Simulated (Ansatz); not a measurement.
These are results of Ansatz 0.2.0, DFT PBE, scalar-relativistic, plane waves, PAW, not measurements. Settings: cutoff 420 eV, Γ-centred meshes spaced at most about 0.3 Å⁻¹, and about 0.25 Å⁻¹ or finer for metals (2π included), Gaussian smearing. Collinear spin in cells that started with moments and kept them past the coarse steps, no spin elsewhere.

All energies are static (0 K, no zero-point motion).

Compare these two cells of Sc3Al2, each relaxed at this level.

A. (site moments Sc 0.3 (×2), 0.2 (×2) μB)

```
CELL_PARAMETERS angstrom
3.21135 0.00000 0.00000
-1.60567 2.78111 0.00000
0.00000 0.00000 24.22240
ATOMIC_POSITIONS crystal
Sc 0.33333 0.66667 0.50000
Sc 0.66667 0.33333 0.00000
Sc 0.66667 0.33333 0.19459
Sc 0.66667 0.33333 0.38999
Sc 0.66667 0.33333 0.61001
Sc 0.66667 0.33333 0.80541
Al 0.33333 0.66667 0.90261
Al 0.33333 0.66667 0.09739
Al 0.33333 0.66667 0.29220
Al 0.33333 0.66667 0.70780
```

B. (no spin)

```
CELL_PARAMETERS angstrom
7.79120 -2.73629 0.00000
7.79120 2.73629 0.00000
0.00000 0.00000 4.93677
ATOMIC_POSITIONS crystal
Sc 0.81961 0.18039 0.25000
Sc 0.42215 0.79077 0.25000
Sc 0.20923 0.57785 0.25000
Sc 0.18039 0.81961 0.75000
Sc 0.79077 0.42215 0.75000
Sc 0.57785 0.20923 0.75000
Al 0.03047 0.37060 0.25000
Al 0.62940 0.96953 0.25000
Al 0.37060 0.03047 0.75000
Al 0.96953 0.62940 0.75000
```

Question: Which is lower in energy, and by how much?

Answer: A is lower, by 12 meV/atom. A has Sc and Al ordered on hcp sites, space group P-6m2 (No. 187), 21.6 Å³/atom and no gap on its mesh; B has Sc and Al ordered on hcp sites, space group Cmcm (No. 63), 21.0 Å³/atom and no gap. Counting all near atoms (those within 1.25 times the shortest distance at each site), A and B both have Sc 12, Al 12. Their magnetic states differ too, which can make part of the margin. Both come from invented guesses. A third cell relaxed alike, in I4/mmm, lies 219 meV/atom below the lower of the two.

For metals, differences of a few meV/atom aren't resolved. The magnetic state reached may not be the lowest. Cells relaxed within their symmetry can be saddle points. Some types were kept out of the candidates beforehand, so the set may lack a known form.

The narrow 12 meV/atom preference for A fits the local chemistry. A stacks pure Sc and pure Al close-packed layers, while B mixes both elements within each layer, yet in both cells every Al atom has as many Sc as Al nearest neighbours. The number of unlike contacts, which carry most of the Sc 3d–Al 3p hybridisation and the charge transfer from electropositive Sc, is therefore the same. What separates the two is probably subtler: relaxation, longer-range order and band filling, with the weak Sc moments in A a possible contributor. Those moments suggest itinerant 3d polarisation from a high density of states at the Fermi level, not local-moment magnetism.

The I4/mmm cell, 219 meV/atom lower, matters far more than the order of A and B: neither is a credible ground state, and its lead suggests an arrangement that accommodates Sc–Al bonding much better. Whether even that cell would survive against decomposition into neighbouring Sc–Al compounds, such as Sc2Al and ScAl, is not shown.
